**Q:** In this list of levels in GaAs, the highest filled level sinks by about 1.1 eV between row 1 and row 3, but by 2.5 eV between row 1 and row 6. Row 7 lies lower still. What decides how far it sinks?

ABINIT 10.8.3 calculation of relaxed GaAs (F-43m) with PBE, no spin-orbit coupling, PseudoDojo NC SR PBE v0.4.1 standard potentials, a 1142.88 eV plane-wave cutoff, a 6×6×6 k mesh and Fermi-Dirac smearing of 0.05 eV. Levels are numbered outwards from the gap, and their energies are relative to the valence top.

```tsv
point a (reciprocal cell vector)	point b (reciprocal cell vector)	point c (reciprocal cell vector)	level point (row)	level under 4 (eV)	level under 3 (eV)	level under 2 (eV)	level under 1 (eV)	level over 1 (eV)	level over 2 (eV)
0.0000	0.0000	0.0000	1	-12.379	0.000	0.000	0.000	0.143	3.722
0.1667	0.0000	0.0000	2	-12.082	-2.703	-0.352	-0.352	1.428	4.237
0.5000	0.0000	0.0000	3	-10.767	-6.373	-1.067	-1.067	0.864	4.623
-0.1667	0.1667	0.0000	4	-11.623	-4.058	-1.947	-0.492	2.370	4.404
-0.3333	0.3333	0.0000	5	-10.268	-6.255	-3.708	-1.826	2.235	5.658
0.5000	0.5000	0.0000	6	-10.094	-6.589	-2.505	-2.505	1.559	1.681
-0.3333	0.5000	0.1667	7	-10.059	-6.467	-3.125	-2.982	3.278	3.361
```

**A:** The three point columns give the wave vector, which fixes how the phase of the electron wave changes from one cell to the next. Row 1 is Γ, where all cells are in phase; row 3 is L and row 6 is X, both on the boundary of the zone. "Level under 1" is the highest filled level and "level over 1" the lowest empty one, both counted from the valence top at Γ. Bonding theory assigns the highest filled level to p orbitals of As and Ga, and the phase decides how strongly those orbitals bind. The weaker the binding, the higher the level.

**Q:** Why would p orbitals on neighbouring atoms bind weakly at Γ?

**A:** Two p orbitals on neighbours overlap partly head-on and partly sideways. If they are parallel, say x on As and x on Ga, the two parts have opposite signs and partly cancel. If they are crossed, x on one atom and y on the other, the two parts add.

Each atom has four bonds. At Γ they act in phase, and the crossed contributions cancel because two are positive and two negative. Only the weak parallel coupling is left, so the filled p level stays high. At X the phases have reversed the situation: the parallel contributions cancel and the strong crossed coupling survives.

**Q:** And L lies between these extremes?

**A:** Yes. At L the bond along the wave vector has the opposite sign to the other three. The parallel sum is then three minus one, out of four, which leaves half the parallel coupling. The same count leaves half the crossed coupling. The p orbitals perpendicular to the wave vector feel the sum of these halves, and s orbitals cannot mix with them by symmetry. There are two such orbitals, which is why the highest filled level in row 3 is double.

**Q:** Can that be turned into an energy?

**A:** Treat it as two coupled levels, an As p level and a Ga p level:

$$E=m-\sqrt{D^2+M^2},\qquad M=(1-c)\,V_\parallel+c\,V_\times .$$

Here $m$ is the mean of the two p levels, $D$ half their difference, $V_\parallel$ and $V_\times$ the parallel and crossed couplings, and $c$ the crossed share: 0 at Γ, 1/2 at L and 1 at X. At Γ the lower solution is the valence top at zero. The upper one is taken to be the second empty level at 3.722 eV, so $m=1.86$ eV. For $D$ I use a rough recalled atomic value, 1.3 eV.

The levels at Γ and X then fix $V_\parallel=1.33$ eV and $V_\times=4.17$ eV. L played no part in this, so it can serve as a test:

$$M=\tfrac12(1.33+4.17)=2.75\ \text{eV},$$
$$E=1.86-\sqrt{1.3^2+2.75^2}\approx-1.18\ \text{eV}.$$

The full calculation gives −1.07 eV, so the estimate makes the fall from Γ about a tenth too large.

**Q:** How much of that rests on the recalled value of $D$?

**A:** Very little. With $D=0$, and the couplings set again from Γ and X, the estimate at L becomes −1.25 eV. The result depends mainly on the energies at the two end points and on the phases between them. For the same reason, the agreement does not measure how polar the bond is, and the two couplings shouldn't be read as properties of the atoms.

**Q:** Could I use the crossed share to place rows 4 and 5?

**A:** You could. They lie on the line from Γ towards K, where one p orbital is again kept free of s by symmetry. Its crossed share is 1/4 in row 4 and 3/4 in row 5. If you order the rows by this share, from Γ through row 4, L and row 5 to X, the highest filled level sinks at every step. The order looks irregular in the table only because the rows run along different directions.

Row 2 fits in as well. It is a third of the way from Γ to L, and the bond along the wave vector is out of phase with the other three by a sixth of a turn, against half a turn at L, so the level has sunk by only 0.35 eV. The printed analysis after this exchange compares the model, with its constants set at Γ and X, with the other rows.

**Q:** In row 2 another filled level has dropped by 2.7 eV. Why doesn't it stay with the other two?

**A:** At Γ three p levels coincide. Once the wave has a direction, the p orbital pointing along it is no longer equivalent to the two across it. It may now mix with s orbitals, including the antibonding s state that forms the lowest empty level at Γ. Two levels that mix repel each other. The filled one is pushed down, and the empty one is pushed up from 0.14 to 1.43 eV. The two shifts are unequal because other s and p levels take part as well.

**Q:** Yet the empty level comes down again at L, to 0.86 eV.

**A:** That makes L a separate valley along this line. Two causes are likely. At Γ the level is antibonding between s orbitals, whose coupling runs through the same four bonds. At L the phases leave only half of that coupling, so it pushes the level up less. Higher empty states of the same symmetry also press the level down. The table shows the rise and the return, but it can't separate these causes.

This matters for GaAs devices at high field, where electrons gain enough energy to pass from the Γ valley to the slower L valley. The calculated order, Γ below L below X, is the known one. The step from Γ to L, however, is 0.72 eV here and only roughly 0.3 eV in measurements, so it should not go into a transport model.

**Q:** Is that the functional's fault?

**A:** Largely. PBE places the empty Γ level too low even at the measured lattice constant. It also makes the relaxed cell slightly too large, with a lattice constant of 5.75 Å, and expansion lowers this level strongly. Both effects shrink the gap and widen the step to L.

Spin-orbit coupling, which is left out, hardly changes the step between these two empty levels. It matters for the gap: it would split the triple valence top at Γ and raise its upper part by roughly 0.1 eV, which is most of the small gap found here.

**Q:** That leaves row 7. Does the crossed share explain it too?

**A:** No, this is where the simple picture fails. Row 7 is equivalent, by a reciprocal lattice vector, to a point two thirds of the way from X to W, a corner of the zone. Along this line the changing phases alter which combination of neighbouring p orbitals is reached, but not the total strength of the coupling. The model therefore keeps the level at its X value of −2.51 eV, while the calculation puts it at −2.98 eV.

The lowest empty level departs much further from a flat line: it rises by 1.7 eV between X and row 7. A model with only nearest neighbours and only s and p orbitals lacks two things that could cause this, coupling between more distant atoms and higher orbitals. Which of them matters more is not tested here.

**Q:** Row 7 also has its levels in close pairs, near −3 and near 3.3 eV. Is that an accident?

**A:** No, the pairs are a trace of the diamond structure. If both atoms were the same element, symmetry would make every level on the line from X to W double. Ga and As differ, so the pairs can split, by an amount that depends on how unevenly the two partners use the two atoms.

In the nearest-neighbour picture both partners of the upper filled pair are built from p orbitals of As and Ga in the same proportions, and the full calculation puts them only 0.14 eV apart. The deep pair is different. There one partner should rest mainly on the As s orbital, the other on the Ga s orbital with As p mixed in. Since the As s orbital lies much deeper, these two are 3.6 eV apart.

Printed output of the fit:

```
Points in 2 pi/a and highest filled level in eV:
      row       kx       ky         kz  computed    model       miss  model_D_zero
      0.0        0        0          0         0        0          0             0
   0.1667  -0.1667   0.1667     0.1667    -0.352  -0.3549  -0.002933       -0.3798
      0.5     -0.5      0.5        0.5    -1.067   -1.181    -0.1136        -1.253
  -0.1667   0.3334  -0.3334          0    -0.492  -0.5586   -0.06663       -0.6262
  -0.3333   0.6666  -0.6666          0    -1.826   -1.834  -0.008122        -1.879
      0.5        0        0          1    -2.505   -2.505          0        -2.505
  -0.3333        1  -0.6666  2.776e-17    -2.982   -2.505      0.477        -2.505
Coupling of parallel p orbitals, eV: 1.332
Coupling of crossed p orbitals, eV: 4.168
Largest miss of the model in rows 2 to 5, eV: 0.1136
Parabola from row 2 continued to L, eV: -3.168
Fall of third filled level over fall of top level, row 2: 7.679
Lowest empty level, Gamma to row 2, eV: 1.285
Lowest empty level, row 2 to L, eV: -0.564
Lowest empty level, L above Gamma, eV: 0.721
Lowest empty level, X above Gamma, eV: 1.416
Splitting of deep pair at X, eV: 3.505
Splitting of empty pair at X, eV: 0.122
Splitting of deep pair in row 7, eV: 3.592
Splitting of upper filled pair in row 7, eV: 0.143
Splitting of empty pair in row 7, eV: 0.083
Lowest listed level, X to row 7, eV: 0.035
Third filled level from top, X to row 7, eV: 0.122
Highest filled level, X to row 7, eV: -0.477
Lowest empty level, X to row 7, eV: 1.719
Cubic lattice constant of the relaxed cell, angstrom: 5.749
```
